\section{Line and residue decomposition of the $G_0W_0$ self-energy}

The $G_0W_0$ self-energy is a frequency convolution whose integrand has poles and cuts along the whole real axis. Turning the contour onto the imaginary axis splits it into a smooth real integral and a term from the poles of $G_0$ that the contour crosses.

\subsection{Premises and conventions}

We use Hartree atomic units ($\hbar=m=e^2=1$) and quote results in eV. The system is the unpolarized three-dimensional electron gas at zero temperature, with density $n=k_F^3/3\pi^2=3/4\pi r_s^3$, $E_F=k_F^2/2$ and $v(q)=4\pi/q^2$. Frequencies $\omega$ and energies $\xi_{\mathbf k}=k^2/2-E_F$ are counted from the Fermi level of the free gas, and $\int_{\mathbf q}\equiv\int d^3q/(2\pi)^3$. There are three premises.

(i) The propagator is the free time-ordered one,
\begin{equation}
G_0(\mathbf k,\omega)=\frac{1}{\omega-\xi_{\mathbf k}+i\eta\,\mathrm{sgn}\,\xi_{\mathbf k}},\qquad \eta\to0^+ .
\end{equation}

(ii) The self-energy is of first order in the screened interaction $W=v/\epsilon$, the approximation named $GW$ after Hedin (1965):
\begin{equation}
\Sigma(\mathbf k,\omega)=i\int_{\mathbf q}\int_{-\infty}^{\infty}\frac{d\omega'}{2\pi}\,e^{i\omega'0^+}\,G_0(\mathbf k+\mathbf q,\omega+\omega')\,W(q,\omega') .
\label{eq:gw}
\end{equation}

(iii) The dynamic part $W_c=W-v=v\,[1/\epsilon-1]=v^2\chi$, with $\chi$ the time-ordered density response of a stable ground state, has the Lehmann form
\begin{equation}
W_c(q,\omega')=\int_0^\infty d\Omega\,B(q,\Omega)\left[\frac{1}{\omega'-\Omega+i\eta}-\frac{1}{\omega'+\Omega-i\eta}\right],
\label{eq:lehmann}
\end{equation}
where $B=-\pi^{-1}v\,\mathrm{Im}[1/\epsilon^R(q,\Omega)]\ge0$ and $\epsilon^R$ is the retarded dielectric function. At fixed $q>0$, $B$ vanishes at least linearly as $\Omega\to0$, and $\int\Omega B\,d\Omega$ is finite by the $f$-sum rule.

Four properties follow from Eq.~\eqref{eq:lehmann}. The singularities of $W_c$ lie at $\Omega-i\eta$ and $-\Omega+i\eta$, in the fourth and second quadrants, so $W_c$ is analytic in the first and third. It is even in $\omega'$, and on the real axis $\epsilon(q,\omega')=\epsilon^R(q,|\omega'|)$. It falls as $1/\omega'^2$. On the imaginary axis
\begin{equation}
W_c(q,i\nu)=-\int_0^\infty d\Omega\,B(q,\Omega)\,\frac{2\Omega}{\Omega^2+\nu^2}
\label{eq:wimag}
\end{equation}
is real, negative, even in $\nu$, finite at $\nu=0$, and rises monotonically to zero with $|\nu|$.

\subsection{Exchange term}

Put $W=v+W_c$ and write $\xi\equiv\xi_{\mathbf k+\mathbf q}$. In the term with $v$ the integrand falls only as $1/\omega'$, and the factor $e^{i\omega'0^+}$ requires closing in the upper half plane. The pole of $G_0$ lies there only for $\xi<0$ and gives $i\,(2\pi i)/2\pi=-1$. Hence
\begin{equation}
\Sigma_x(k)=-\int_{\mathbf q}v(q)\,\theta(-\xi_{\mathbf k+\mathbf q})=-\frac{k_F}{\pi}\left[1+\frac{k_F^2-k^2}{2kk_F}\ln\left|\frac{k_F+k}{k_F-k}\right|\right],
\label{eq:x}
\end{equation}
real and independent of $\omega$, with $\Sigma_x(k_F)=-k_F/\pi$ and $\Sigma_x(0)=-2k_F/\pi$.

\subsection{Rotation of the contour}

For the correlation part define, at fixed $\mathbf q$ and with $a=\omega-\xi\neq0$,
\begin{equation}
S=i\int_{-\infty}^{\infty}\frac{d\omega'}{2\pi}\,\Phi(\omega'),\qquad \Phi(\omega')=\frac{W_c(q,\omega')}{a+\omega'+i\eta\,\mathrm{sgn}\,\xi}.
\end{equation}
Since $\Phi\sim\omega'^{-3}$, the convergence factor can be dropped and arcs at infinity contribute nothing. The contour is turned counterclockwise, because this sweeps the two quadrants where $W_c$ is analytic. The path from $0$ to $+\infty$, along the arc to $+i\infty$ and down to $0$ encircles the first quadrant counterclockwise. The path from $-\infty$ to $0$, down to $-i\infty$ and back along the arc encircles the third quadrant clockwise. Adding the two statements of Cauchy's theorem gives
\begin{equation}
\int_{-\infty}^{\infty}\Phi\,d\omega'=\int_{-i\infty}^{i\infty}\Phi\,d\omega'+2\pi i\,\mathrm{Res}_{\rm I}\Phi-2\pi i\,\mathrm{Res}_{\rm III}\Phi .
\end{equation}
The cuts of $W_c$ reach the origin as $\eta\to0$, but $W_c$ stays finite there, so the neighbourhood of the origin adds nothing.

The only singularity that can be swept is the pole of $G_0$ at $\omega'=\xi-\omega-i\eta\,\mathrm{sgn}\,\xi$, with residue $W_c(q,\xi-\omega)=W_c(q,\omega-\xi)$. It lies in the first quadrant if $\xi<0$ and $\xi>\omega$, and then adds $(i/2\pi)(2\pi i)W_c=-W_c$ to $S$. It lies in the third quadrant if $\xi>0$ and $\xi<\omega$, and then adds $+W_c$. The factor $\theta(\omega-\xi)-\theta(-\xi)$ equals $-1$ for $\omega<\xi<0$, $+1$ for $0<\xi<\omega$, and zero otherwise, so it covers both cases. On the imaginary axis $\omega'=i\nu$ and $i\,d\omega'=-d\nu$, and $\eta$ can be set to zero because the pole is a distance $|a|$ from the path. The result is
\begin{align}
\Sigma&=\Sigma_x+\Sigma_{\rm line}+\Sigma_{\rm res},\\
\Sigma_{\rm line}(k,\omega)&=-\int_{\mathbf q}v(q)\int_{-\infty}^{\infty}\frac{d\nu}{2\pi}\left[\frac{1}{\epsilon(q,i\nu)}-1\right]\frac{1}{\omega+i\nu-\xi_{\mathbf k+\mathbf q}},\label{eq:line}\\
\Sigma_{\rm res}(k,\omega)&=\int_{\mathbf q}v(q)\left[\frac{1}{\epsilon(q,\omega-\xi_{\mathbf k+\mathbf q})}-1\right]\left[\theta(\omega-\xi_{\mathbf k+\mathbf q})-\theta(-\xi_{\mathbf k+\mathbf q})\right].\label{eq:res}
\end{align}
The surface $a=0$ has zero measure in $\mathbf q$ and the integrand has only a finite jump there, so it does not affect the values.

A single mode, $B=\delta(\Omega-\Omega_0)$, tests the signs, and by linearity of Eq.~\eqref{eq:lehmann} it is a second proof. Closing the real-axis contour on the side away from the pole of $G_0$ gives $S=1/(a-\Omega_0)$ for $\xi>0$ and $S=1/(a+\Omega_0)$ for $\xi<0$. The line integral gives $\mathrm{sgn}(a)/(|a|+\Omega_0)$, and the residue is $2\Omega_0/(a^2-\Omega_0^2)$ times the step factor. For $\xi>0$, $a>0$ the sum is $(a-\Omega_0+2\Omega_0)/(a^2-\Omega_0^2)=1/(a-\Omega_0)$. For $\xi<0$, $a<0$ it is $(a+\Omega_0-2\Omega_0)/(a^2-\Omega_0^2)=1/(a+\Omega_0)$. In the other two cases the line integral alone is the answer.

\subsection{Properties of the two terms}

\emph{The line term is real.} In $1/(a+i\nu)=(a-i\nu)/(a^2+\nu^2)$ the imaginary part is odd in $\nu$ and drops out against the even function \eqref{eq:wimag}:
\begin{equation}
\Sigma_{\rm line}=-\int_{\mathbf q}\int_0^\infty\frac{d\nu}{\pi}\,W_c(q,i\nu)\,\frac{a}{a^2+\nu^2}.
\label{eq:linereal}
\end{equation}

\emph{The residue term carries all of $\mathrm{Im}\,\Sigma$.} With $\mathrm{Im}\,W_c(q,a)=-\pi B(q,|a|)$,
\begin{equation}
\mathrm{Im}\,\Sigma(k,\omega)=-\pi\,\mathrm{sgn}(\omega)\int_{\mathbf q}B(q,|\omega-\xi|)\,\Theta_\omega(\xi),
\end{equation}
where $\Theta_\omega=1$ for $\xi$ between $0$ and $\omega$ and zero otherwise. This has the form of a golden-rule rate: an electron or hole drops to a level nearer the Fermi surface and hands the energy $|\omega-\xi|$ to a pair or a plasmon. The sign is the time-ordered one, positive below the Fermi level. The retarded self-energy equals $\Sigma$ for $\omega>0$ and $\Sigma^*$ for $\omega<0$. In the window of Eq.~\eqref{eq:res} the argument $\omega-\xi$ has the sign of $\omega$, and $\epsilon^R(q,-x)=\epsilon^R(q,x)^*$ for real $x$, so writing $\epsilon^R$ for $\epsilon$ in Eq.~\eqref{eq:res} yields $\Sigma^R$. The residue term also has a real part, which can be large.

\emph{The residue term vanishes at $\omega=0$} for every $k$, because the window closes. Then $\Sigma(k,0)=\Sigma_x+\Sigma_{\rm line}$ is real.

\emph{The slopes of the two terms must be combined.} As $a\to0^\pm$ the kernel in Eq.~\eqref{eq:linereal} collects at $\nu=0$ with $\int_0^\infty d\nu\,a/\pi(a^2+\nu^2)=\frac12\mathrm{sgn}\,a$. The line integrand therefore jumps by $-W_c(q,0)$ at $a=0$, while the residue integrand jumps by $+W_c(q,0)$. The terms $\mp W_c(q,0)\delta(a)$ in $\partial_\omega$ cancel in the sum. At $\omega=0$ the rest of $\partial_\omega\Sigma_{\rm res}$ vanishes with the window. For the rest of the line term use $\partial_a[a/(a^2+\nu^2)]=-\partial_\nu[\nu/(a^2+\nu^2)]$ and integrate by parts, with no boundary terms:
\begin{equation}
\left.\frac{\partial\Sigma}{\partial\omega}\right|_{\omega=0}=-\int_{\mathbf q}\int_0^\infty\frac{d\nu}{\pi}\,\frac{\partial W_c(q,i\nu)}{\partial\nu}\,\frac{\nu}{\xi^2+\nu^2}<0 .
\label{eq:slope}
\end{equation}
The weight $Z=[1-\partial_\omega\Sigma]^{-1}$ thus lies between 0 and 1. The cancellation matters at $k=k_F$, where $W_c(q,0)\to-v(q)$ at small $q$. The singular part of $\Sigma_{\rm res}$ is then $\mp\int v$ over a thin shell, which is the change of Eq.~\eqref{eq:x} when the radius of the sphere moves from $k_F$ to $\sqrt{k_F^2+2\omega}$ at fixed $k$. This gives $\Sigma_{\rm res}(k_F,\omega)\simeq-(\omega/\pi k_F)\ln(E_F/|\omega|)$. Its slope at $\omega=0$ is infinite, and so, with opposite sign, is that of $\Sigma_{\rm line}$.

\subsection{Working formulas with RPA screening}

In $G_0W_0$, $\epsilon=1-v\chi_0$ with the free (Lindhard) response, summed over spin,
\begin{equation}
\chi_0(q,i\nu)=-4\int_{p<k_F}\frac{d^3p}{(2\pi)^3}\,\frac{\Delta}{\Delta^2+\nu^2},\qquad\Delta=\xi_{\mathbf p+\mathbf q}-\xi_{\mathbf p}.
\label{eq:chi0}
\end{equation}
Let $z=q/2k_F$, $u=\nu/qk_F$, $\kappa=p/k_F$ and $\mu=\hat{\mathbf p}\cdot\hat{\mathbf q}$, so that $\Delta=2k_F^2z(z+\kappa\mu)$ and $\nu=2k_F^2zu$. The angular average needed throughout is
\begin{equation}
\frac12\int_{-1}^1d\mu\,\frac{z+\kappa\mu}{(z+\kappa\mu)^2+u^2}=\frac{L_\kappa}{4\kappa},\qquad L_\kappa=\ln\frac{(z+\kappa)^2+u^2}{(z-\kappa)^2+u^2}.
\end{equation}
It gives $\chi_0=-(k_F/\pi^2)f$ and $\epsilon=1+\lambda f/z^2$, with $\lambda=1/\pi k_F$ and
\begin{equation}
f(z,u)=\frac{1}{4z}\int_0^1\kappa L_\kappa\,d\kappa=\frac12+\frac{1-z^2+u^2}{8z}L_1-\frac u2\,T,
\end{equation}
where $T=\arctan\frac{1+z}{u}+\arctan\frac{1-z}{u}$ and $\partial_uf=uL_1/4z-T/2$. At a real frequency $\omega'=qk_F\bar u>0$ the continuation is
\begin{equation}
f^R=\frac12+\frac1{8z}\sum_\pm(1-s_\pm^2)\ln\frac{s_\pm+1}{s_\pm-1},\qquad s_\pm=z\pm(\bar u+i0^+).
\label{eq:fr}
\end{equation}
For $z+\bar u<1$ the two logarithms have imaginary parts $\mp\pi$, and $\mathrm{Im}f^R=(\pi/8z)(s_+^2-s_-^2)=\pi\bar u/2$.

On the energy shell $\omega=\xi_{\mathbf k}$, with $k=\kappa k_F$, one has $a=-\Delta$. Using $\int_{\mathbf q}v=(4k_F/\pi)\int dz\,\langle\cdot\rangle_\mu$ in Eq.~\eqref{eq:linereal},
\begin{equation}
\Sigma_{\rm line}(k,\xi_k)=-\frac{k_F}{\pi^2}\int_0^\infty\!dz\int_0^\infty\!du\,\frac{\lambda f}{z^2+\lambda f}\,\frac{L_\kappa}{\kappa},
\label{eq:onshell}
\end{equation}
with $L_\kappa/\kappa\to4z/(z^2+u^2)$ at $k=0$. At $k_F$ the average of $u/[(z+\mu)^2+u^2]$ is $T/2$, and Eq.~\eqref{eq:slope} becomes
\begin{equation}
\left.\frac{\partial\Sigma}{\partial\omega}\right|_{k_F,0}=-\frac\lambda\pi\int_0^\infty\frac{dz}{z}\int_0^\infty du\;T\,\partial_u\frac1\epsilon .
\label{eq:z}
\end{equation}

The value at the Fermi surface has a thermodynamic meaning. The RPA correlation energy per volume is $\frac12\int_{\mathbf q}\int\frac{d\nu}{2\pi}[\ln\epsilon-\epsilon+1]$. At fixed $q$ and $\nu$ the variation of the bracket is $-W_c\,\delta\chi_0$, and Eq.~\eqref{eq:chi0} gives $\partial\chi_0/\partial n=-2\langle\Delta/(\Delta^2+\nu^2)\rangle_{k_F}$. The derivative with respect to $n$ is then Eq.~\eqref{eq:linereal} with $a=-\Delta$. Thus $\Sigma_{\rm line}(k_F,0)$ is the RPA correlation part of the chemical potential.

For damping near the Fermi surface take $k=k_F$ and $|\omega|\ll E_F$. Then $d\mu/2=d\xi/2k_Fq$, the range of $q$ tends to $0<z<1$, and $\mathrm{Im}(1/\epsilon)\simeq-\lambda z^2(\pi\bar u/2)/(z^2+\lambda f_0)^2$, with $f_0=f(z,0)$ and $\bar u=|\omega-\xi|/2k_F^2z$. The integral of $|\omega-\xi|$ over the window is $\omega^2/2$, so
\begin{equation}
\mathrm{Im}\,\Sigma(k_F,\omega)\simeq-\frac{\pi\lambda^2}{16}\,\frac{\omega|\omega|}{E_F}\,J,\qquad J=\int_0^1\frac{dz}{(z^2+\lambda f_0)^2}.
\label{eq:damp}
\end{equation}
The corrections are of relative order $|\omega|/E_F$, and to this order the same expression holds on the shell.

At the band bottom, $k=0$ and $\omega=-E_F$, the window is the whole Fermi sphere and $|\omega-\xi|=q^2/2$, that is $\bar u=z$. With $x=q/k_F=2z<1$, Eq.~\eqref{eq:fr} has $s_-=-i0^+$ and $s_+=x+i0^+$, so $f^R=F(x)+i\pi x/4$ with $F=\frac12+\frac{1-x^2}{4x}\ln\frac{1+x}{1-x}$. The term $-1$ in the bracket of Eq.~\eqref{eq:res} cancels $\Sigma_x(0)$ exactly, leaving a screened exchange integral:
\begin{equation}
\Sigma_x(0)+\Sigma_{\rm res}(0,-E_F)=-\frac{2k_F}{\pi}\int_0^1\frac{x^2\,dx}{x^2+4\lambda F(x)+i\pi\lambda x}.
\label{eq:bottom}
\end{equation}

\subsection{Range of validity}

The decomposition is an exact rewriting of Eq.~\eqref{eq:gw} for real $\omega$. It holds for any $W$ of the form \eqref{eq:lehmann}, so local-field or plasmon-pole dielectric functions may replace the RPA. It needs a propagator with one sharp pole per state. For a dressed $G$ the same steps apply under an integral over its spectral function, and $\xi$ becomes the integration variable. Where $|\omega-\xi|$ can reach the plasmon, $1/\epsilon$ in Eq.~\eqref{eq:res} has a pole, to be taken as a principal value plus a delta function.

The statement $\Sigma_{\rm res}(k,0)=0$ refers to the Fermi level of $G_0$. The interacting Fermi level is displaced by $\Sigma(k_F,0)$, which is comparable to $E_F$ at metallic density. The two zeros are aligned by solving $E=\xi_k+\Sigma(k,E)-\Sigma(k_F,0)$, with $E$ counted from the interacting level. The on-shell estimate puts $E=\xi_k$ on the right.

At finite temperature the steps are smeared and Bose factors enter. In Eq.~\eqref{eq:damp}, $\omega^2/2$ is replaced by $\int_{-\infty}^\infty d\varepsilon\,\varepsilon\,[n_B(\varepsilon)+n_F(\varepsilon+|\omega|)]=(\omega^2+\pi^2k_B^2T_e^2)/2$, with $T_e$ the temperature and $n_B$, $n_F$ the Bose and Fermi functions.

The approximation lies in premise (ii), which omits vertex corrections. It is controlled for $r_s\ll1$ and has no small parameter near $r_s=2$. The first omitted diagram, the bare second-order exchange term, has the known energy per electron $\frac16\ln2-3\zeta(3)/4\pi^2=0.0242$ hartree. Being independent of density, it adds the same amount, $+0.66$ eV, to the chemical potential. Jellium also omits the lattice potential, the ion cores and the phonons.

\subsection{Illustration: aluminium as jellium}

Take $r_s=2.07$ as the input. Then $k_F=(9\pi/4)^{1/3}/r_s=0.9271$ bohr$^{-1}$, $\lambda=0.3433$, $E_F=11.7$ eV, and the plasma energy is $\omega_p=\sqrt{3/r_s^3}=15.8$ eV. A hole on the shell can transfer at most $E_F<\omega_p$, so it decays by pair excitation only.

In Eq.~\eqref{eq:onshell} the prefactor is $k_F/\pi^2=2.556$ eV. The double integral is $0.73$ at $k_F$ and $4\times0.69$ at $k=0$. The integral in Eq.~\eqref{eq:bottom} is $0.166-0.0787\,i$, so that $\Sigma_x+\Sigma_{\rm res}=(-2.66+1.26\,i)$ eV at the band bottom. The on-shell values in eV, formed from unrounded integrals, are:
\begin{center}
\begin{tabular}{lccccc}
 & $\Sigma_x$ & $\Sigma_{\rm line}$ & $\mathrm{Re}\,\Sigma_{\rm res}$ & $\mathrm{Re}\,\Sigma$ & $\mathrm{Im}\,\Sigma$\\
$k=k_F$, $\omega=0$ & $-8.03$ & $-1.87$ & $0$ & $-9.90$ & $0$\\
$k=0$, $\omega=-E_F$ & $-16.06$ & $-7.0$ & $+13.40$ & $-9.7$ & $+1.26$
\end{tabular}
\end{center}
Exchange alone would widen the occupied band by $8.03$ eV. The residue term removes most of the exchange at the band bottom, the line term restores part of the binding, and the sum varies little with $k$: the on-shell estimate narrows the band by $0.2$ eV. This small remainder is a property of the model and supports no prediction for the metal. It is smaller than the omitted second-order exchange term, $0.66$ eV at $k_F$, whose $k$ dependence has not been computed here. It is also far below the on-shell width $2\,\mathrm{Im}\,\Sigma=2.5$ eV of the state, which corresponds to a lifetime $\hbar/2\,\mathrm{Im}\,\Sigma=0.26$ fs.

At the Fermi surface Eq.~\eqref{eq:z} gives $\partial_\omega\Sigma=-0.31$ and $Z=0.76$. In Eq.~\eqref{eq:damp}, $J=3.88$, so $\mathrm{Im}\,\Sigma\simeq0.0077\ \mathrm{eV}^{-1}\,\omega^2$ just below the Fermi level. A hole at $\omega=-0.1$ eV has $\mathrm{Im}\,\Sigma=0.077$ meV and an on-shell lifetime of $4.3$ ps, which becomes $5.6$ ps when the rate is multiplied by $Z$. At 300 K the thermal factor $1+(\pi k_BT_e/\omega)^2=1.66$ raises this electron--electron rate by about two thirds.